# RPA and SOSEX for stretched H₂ and H₂⁺ in the Hubbard dimer

A stretched bond, a pair of dangling bonds and two weakly coupled defect levels share one minimal description: two equivalent orbitals holding one or two electrons. In this model the random phase approximation (RPA) and its second-order screened exchange correction (SOSEX) can be solved in closed form and set against the exact energy. With one electron (H₂⁺) the model tests self-interaction. With two electrons (H₂) it tests static correlation.

## 1. Model and premises

Two sites carry one orbital each, with site energy zero, hopping $t>0$ and on-site repulsion $U>0$. Energies are in eV, and frequencies are quoted as energies.

$$\hat H_\lambda=-t\sum_\sigma\left(c^\dagger_{1\sigma}c_{2\sigma}+c^\dagger_{2\sigma}c_{1\sigma}\right)+\lambda\hat V,\qquad \hat V=\frac U2\sum_{i=1,2}\left(\hat n_i^2-\hat n_i\right)\tag{1}$$

Here $\hat n_i=\hat n_{i\uparrow}+\hat n_{i\downarrow}$ and $\lambda=1$ is the physical system. Because $\hat n_{i\sigma}^2=\hat n_{i\sigma}$, the interaction equals the familiar $U\sum_i\hat n_{i\uparrow}\hat n_{i\downarrow}$. Stretching the bond means $t\to0$ at fixed $U$. Three premises fix the calculation.

1. The reference determinant keeps the left-right symmetry for each spin. Its orbitals are $g=(\phi_1+\phi_2)/\sqrt2$ at $-t$ and $u=(\phi_1-\phi_2)/\sqrt2$ at $+t$, up to a common shift. The $N$ electrons ($N=1$, or $N=2$ with opposite spins) occupy $g$. The gap is $D=2t$.
2. The interaction kernel is spin-independent, as the Coulomb interaction is: the total density $\hat n_i$ couples to itself. Section 8 shows that the RPA result depends on this choice.
3. The correlation energy $E_c$ is the total energy minus $E_{\rm ref}$, the expectation value of $\hat H_1$ in the reference determinant.

Define the charge imbalance $\hat\Delta=\hat n_1-\hat n_2$. Since $\hat n_1^2+\hat n_2^2=(N^2+\hat\Delta^2)/2$,

$$\hat V=\frac K2\hat\Delta^2+\frac K2N^2-KN,\qquad K=\frac U2.\tag{2}$$

$K$ is also the two-electron integral $(gu|gu)=U\sum_i g_i^2u_i^2=U/2$. In the orbital basis $\hat\Delta=\sum_\sigma\hat\Delta_\sigma$ with $\hat\Delta_\sigma=g^\dagger_\sigma u_\sigma+u^\dagger_\sigma g_\sigma$. Acting on the reference, $\hat\Delta$ creates $N$ orthogonal excitations $g\sigma\to u\sigma$, each with amplitude of modulus one and energy $D$. Hence $\langle\hat\Delta^2\rangle_0=N$ and $E_{\rm ref}=-ND/2+KN(N-1)/2$, which is $-D/2$ for $N=1$ and $K-D$ for $N=2$.

## 2. Exact energies

For $N=1$ the electron is on site 1 or site 2, so $\hat\Delta^2=1$ as an operator identity. Equation (2) then gives $\hat V=0$ and $E_c=0$.

For $N=2$ the interaction couples $|g\uparrow g\downarrow\rangle$ only to $|u\uparrow u\downarrow\rangle$, because states with one electron in $g$ and one in $u$ are odd under exchange of the sites. The diagonal elements are $K-D$ and $K+D$, and the off-diagonal element is $K$. The lower eigenvalue $K-\sqrt{D^2+K^2}$ is negative, below the triplet at $0$ and the odd singlet at $U$, so it is the ground state:

$$E_c^{\rm exact}(2)=D-\sqrt{D^2+K^2}.\tag{3}$$

As $D\to0$, $E_c\to-K$ cancels $E_{\rm ref}\to K$, and the total energy tends to zero, that of two separated neutral atoms. If $\gamma$ is the coefficient of $|u\uparrow u\downarrow\rangle$ relative to $|g\uparrow g\downarrow\rangle$, the first row of the eigenvalue problem gives $E_c=K\gamma$, so $\gamma\to-1$.

## 3. Correlation energy from the response function

Symmetry holds the site occupations at $N/2$ for every $\lambda$, so no extra potential is needed to keep the density fixed. The Hellmann-Feynman theorem gives $dE_\lambda/d\lambda=\langle\hat V\rangle_\lambda$. Integrate from 0 to 1 and subtract $E_{\rm ref}=E_0+\langle\hat V\rangle_0$. The constants in (2) cancel:

$$E_c=\frac K2\int_0^1d\lambda\left[\langle\hat\Delta^2\rangle_\lambda-N\right].\tag{4}$$

Let $\chi_\lambda$ be the response of $\langle\hat\Delta\rangle$ to a perturbation $\epsilon\hat\Delta$, a bias between the sites. First-order perturbation theory at imaginary frequency gives $\chi_\lambda(i\omega)=-\sum_n 2\omega_n|\langle n|\hat\Delta|0\rangle|^2/(\omega^2+\omega_n^2)$, with excitation energies $\omega_n$. Now $\int_0^\infty 2\omega_n\,d\omega/(\omega^2+\omega_n^2)=\pi$, and $\langle\hat\Delta\rangle=0$ makes the sum over excited states complete for $\langle\hat\Delta^2\rangle$. Therefore

$$\langle\hat\Delta^2\rangle_\lambda=-\frac1\pi\int_0^\infty\chi_\lambda(i\omega)\,d\omega.\tag{5}$$

Equations (4) and (5) are exact.

## 4. RPA

RPA lets independent electrons respond to the applied bias plus the induced Hartree field, and drops exchange and correlation from the induced field. The Hartree energy $(\lambda K/2)\langle\hat\Delta\rangle^2$ yields the field $\lambda K\langle\hat\Delta\rangle$, so $\delta\langle\hat\Delta\rangle=\chi_0(\epsilon+\lambda K\,\delta\langle\hat\Delta\rangle)$. With $\chi_0=-2ND/(\omega^2+D^2)$ from the $N$ excitations of Section 1,

$$\chi_\lambda=\frac{\chi_0}{1-\lambda K\chi_0}=-\frac{2ND}{\omega^2+\Omega_\lambda^2},\qquad \Omega_\lambda^2=D(D+2\lambda NK).\tag{6}$$

Equation (5) gives $\langle\hat\Delta^2\rangle_\lambda=ND/\Omega_\lambda$. Differentiating $\Omega_\lambda^2$ gives $d\Omega_\lambda/d\lambda=NKD/\Omega_\lambda$, so the integrand of (4) is $\tfrac12\,d\Omega_\lambda/d\lambda-NK/2$. With $\Omega\equiv\Omega_1$ and $\Omega_0=D$ the integral is $E_c^{\rm RPA}(N)=\tfrac12[\Omega-D-NK]$, that is

$$E_c^{\rm RPA}(2)=\tfrac12\left[\sqrt{D(D+4K)}-D-2K\right],\qquad E_c^{\rm RPA}(1)=\tfrac12\left[\sqrt{D(D+2K)}-D-K\right].\tag{7}$$

**Two electrons, stretched.** Write $\tfrac12\sqrt{D(D+4K)}=\sqrt{DK}\,(1+D/8K+\dots)$. Then $E_c^{\rm RPA}=-K+\sqrt{DK}-D/2+\dots$, while (3) gives $-K+D-D^2/2K+\dots$. The limit $-K$ is exact. The approach to it carries the error

$$E_c^{\rm RPA}(2)-E_c^{\rm exact}(2)=\sqrt{DK}-\tfrac32D+O(D^{3/2}K^{-1/2}).\tag{8}$$

The total energy $E_{\rm ref}+E_c^{\rm RPA}=\tfrac12\Omega-\tfrac32D$ is positive when $D(D+4K)>9D^2$, that is for $K>2D$ or $U>8t$, whereas the exact total energy is always negative. Setting the derivative with respect to $D$ to zero gives $D+2K=3\Omega$, hence $2D^2+8DK-K^2=0$ and $D/K=3/\sqrt2-2=0.121$. The height of this spurious barrier is $(3-2\sqrt2)K=0.172\,K$. A bump of this kind in the RPA curve of H₂ was described by Fuchs, Niquet, Gonze and Burke in 2005.

**Two electrons, weak coupling.** Expansion in $K/D$ gives $E_c^{\rm RPA}=-K^2/D+2K^3/D^2-\dots$ against the exact $-K^2/2D+O(K^4)$. RPA doubles the leading term. The error changes sign at $K/D=3/4$ ($U=3t$), where both expressions equal $-D/4$.

**One electron.** $E_c^{\rm RPA}(1)$ starts as $-K^2/4D$ and tends to $-K/2+\sqrt{DK/2}$ as $D\to0$. All of it is error. The cause is visible in $\langle\hat\Delta^2\rangle=D/\Omega\to0$, which violates the identity $\hat\Delta^2=1$: the electron screens its own charge fluctuation.

## 5. Where the RPA energy sits in spin space

Resolve the response by spin. Each spin has $\chi_s=\chi_0/N$ and feels the same Hartree field, so $\chi_{\sigma\sigma'}=\chi_s\delta_{\sigma\sigma'}+\chi_s^2\lambda K/(1-\lambda K\chi_0)$. The second term does not depend on $\sigma,\sigma'$. The change in $\langle\hat\Delta^2\rangle$ therefore splits into $N^2$ equal parts,

$$\delta\langle\hat\Delta_\sigma\hat\Delta_{\sigma'}\rangle_\lambda=\frac1N\left(\frac D{\Omega_\lambda}-1\right).\tag{9}$$

Exactly, each spin channel holds one electron, so $\hat\Delta_\sigma^2=1$ and the same-spin parts vanish. For stretched H₂ the exact opposite-spin parts tend to $-1$ each, which brings $\langle\hat\Delta^2\rangle$ from 2 to 0. RPA reaches the same sum with four parts of $-1/2$. Half of the correct static limit thus comes from same-spin self-correlation, $-K/4$ per part and $-K/2$ together, the term that is pure error in H₂⁺. Henderson and Scuseria (2010) drew this connection between self-interaction and static correlation.

## 6. SOSEX

SOSEX in the form of Grüneis and co-workers (2009) is defined through ring amplitudes. For real spin orbitals, occupied $i,j$ and empty $a,b$ with energies $\varepsilon$, set $B_{ia,jb}=(ia|jb)$ and $A_{ia,jb}=(\varepsilon_a-\varepsilon_i)\delta_{ij}\delta_{ab}+(ia|jb)$. The amplitudes solve

$$B+AT+TA+TBT=0,\tag{10}$$

on the branch with $T\to0$ as the interaction vanishes, and the energies are

$$E_c^{\rm RPA}=\tfrac12\sum(ia|jb)\,T_{ia,jb},\qquad E_c^{\rm RPA+SOSEX}=\tfrac12\sum\left[(ia|jb)-(ib|ja)\right]T_{ia,jb}.\tag{11}$$

In the dimer the pair index $ia$ is the spin $\sigma$, since spin-flip pairs have no charge density and drop out. Let $J$ be the $N\times N$ matrix of ones, with $J^2=NJ$. Then $B=KJ$ and $A=D\mathbb 1+KJ$. Iterating $2DT=-(B+BT+TB+TBT)$ from $T=0$ produces only multiples of $J$, so $T=\tau J$ with

$$K+2(D+NK)\tau+N^2K\tau^2=0\quad\Rightarrow\quad\tau=\frac{\Omega-D-NK}{N^2K},\tag{12}$$

where $(D+NK)^2-N^2K^2=\Omega^2$ was used and the root that vanishes at $K\to0$ was taken. The first sum in (11) has $N^2$ terms, $\tfrac12N^2K\tau=\tfrac12[\Omega-D-NK]$. This reproduces (7), so (10) and (6) describe the same approximation.

In the second sum, a same-spin term has $i=j$ and $a=b$, so $(ib|ja)=(ia|jb)$ and the bracket is zero. An opposite-spin term has $(ib|ja)=0$ by spin orthogonality, and the bracket is $K$. There are $N(N-1)$ opposite-spin terms, so the energy is $\tfrac12N(N-1)K\tau$:

$$E_c^{\rm RPA+SOSEX}(1)=0,\qquad E_c^{\rm RPA+SOSEX}(2)=K\tau=\tfrac12E_c^{\rm RPA}(2)\;\xrightarrow{D\to0}\;-\frac K2.\tag{13}$$

Deleting the same-spin parts of (9) under the integral (4) gives the same result, with $\langle\hat\Delta^2\rangle=1+D/\Omega$ for $N=2$. The energy expression $K\tau$ has the exact form $K\gamma$ of Section 2, but the ring amplitude saturates at $\tau=-1/2$ where $\gamma=-1$. At weak coupling (13) gives $-K^2/2D+K^3/D^2$: the second order is exact and the error begins at third order. Equating the magnitudes of the two errors numerically shows that RPA+SOSEX is closer to (3) than RPA for $K/D<0.29$ ($U<1.2\,t$) and farther from it above.

## 7. Result in the stretched limit

| $D\to0$ | exact | RPA | RPA+SOSEX |
|---|---|---|---|
| $E_c(1)$ | $0$ | $-K/2$ | $0$ |
| $E_c(2)$ | $-K$ | $-K$ | $-K/2$ |
| total $E(2)-E(1)$ | $0$ | $+K/2$ | $+K/2$ |

The last row is the addition energy of the second electron, the model counterpart of a charge transition level. Both schemes place it too high by $K/2=U/4$: RPA by lowering the one-electron state, RPA+SOSEX by raising the two-electron state.

## 8. Range of validity

- **Kernel.** If only opposite spins are coupled, as the form $U\hat n_\uparrow\hat n_\downarrow$ suggests, $J$ is replaced by its off-diagonal part. One electron then has $E_c=0$. Two electrons have modes $\Omega_\pm^2=D(D\pm2K)$, and $\Omega_-$ turns imaginary for $U>2t$. Equations (7) belong to the spin-independent kernel that Coulomb-based codes use.
- **Reference.** The results hold for symmetric orbitals, evaluated without self-consistency. At $t=0$ an electron localized on site 1 has $(\phi_1\phi_2|\phi_1\phi_2)=0$ and no RPA correlation. The exact energy does not distinguish this state from the shared one, whereas RPA puts the shared one lower by $K/2$. A spin-broken reference for H₂, with the two spins on different sites, likewise has zero total energy at $t=0$, at the price of a wrong spin density.
- **Intersite repulsion.** A term $V\hat n_1\hat n_2=V(N^2-\hat\Delta^2)/4$ changes $K$ to $(U-V)/2$. The formulas for $E_c$ stay valid with a Kohn-Sham reference, where $D=2t$. A Hartree-Fock reference has the same gap only at $V=0$ and $2t+V$ otherwise. The term can rival $U$: point charges 5 Å apart give $V=2.88$ eV in vacuum, which lowers $K$ from 2 eV to 0.56 eV for $U=4$ eV. A typical silicon dielectric constant of 11.7 would reduce $V$ to roughly 0.25 eV, as a crude continuum estimate.
- **Basis.** Excitations to further orbitals add dynamic correlation, and give even an isolated H atom a spurious RPA correlation energy that the model lacks. Two statements survive in any basis of real orbitals, by the argument leading to (13) with $i$ and $j$ sharing one spatial orbital: SOSEX cancels the one-electron energy, and it halves the RPA energy of a closed-shell two-electron system.
- **Expansions.** Equations (3), (7) and (13) hold for all $D,K>0$. Equation (8) needs $D\ll K$.

## 9. Numerical illustration

Take $U=4$ eV as an illustrative input, so $K=2$ eV, and reduce $t$. All entries are in eV. The exact and RPA+SOSEX values of $E_c(1)$ are zero throughout.

| $t$ | $D$ | $E_c^{\rm exact}(2)$ | $E_c^{\rm RPA}(2)$ | $E_c^{\rm RPA+SOSEX}(2)$ | RPA total, $N=2$ | $E_c^{\rm RPA}(1)$ |
|---|---|---|---|---|---|---|
| 5 | 10 | −0.198 | −0.292 | −0.146 | −8.292 | −0.084 |
| 2 | 4 | −0.472 | −0.536 | −0.268 | −2.536 | −0.172 |
| 0.5 | 1 | −1.236 | −1.000 | −0.500 | 0.000 | −0.382 |
| 0.125 | 0.25 | −1.766 | −1.407 | −0.703 | 0.343 | −0.610 |
| 0.01 | 0.02 | −1.980 | −1.810 | −0.905 | 0.170 | −0.868 |

At $t=5$ eV the two-electron errors are $-0.094$ eV for RPA and $+0.052$ eV for RPA+SOSEX. At $t=2$ eV they are $-0.064$ eV and $+0.204$ eV, and the order has reversed. The RPA total energy crosses zero at $t=0.5$ eV ($U=8t$) and peaks at 0.343 eV for $t=0.121$ eV. At $t=0.01$ eV the RPA error is still 0.170 eV. Equation (8) reproduces it as $0.200-0.030$ eV, so the linear term matters even at $D/K=0.01$. The RPA+SOSEX error there is 1.075 eV.

For two electrons the probability of finding both on one site is $\langle\hat\Delta^2\rangle/4$. Differentiating (3) with $K\to\lambda K$ and comparing with (4) gives the exact value $\tfrac12\left[1-K/\sqrt{D^2+K^2}\right]$, which is $2.5\times10^{-5}$ at $t=0.01$ eV. RPA gives $D/2\Omega=0.025$, and the exchange-corrected form $(1+D/\Omega)/4$ gives 0.26. For one electron at the same hopping RPA gives $\langle\hat\Delta^2\rangle=0.071$, where the exact value is 1.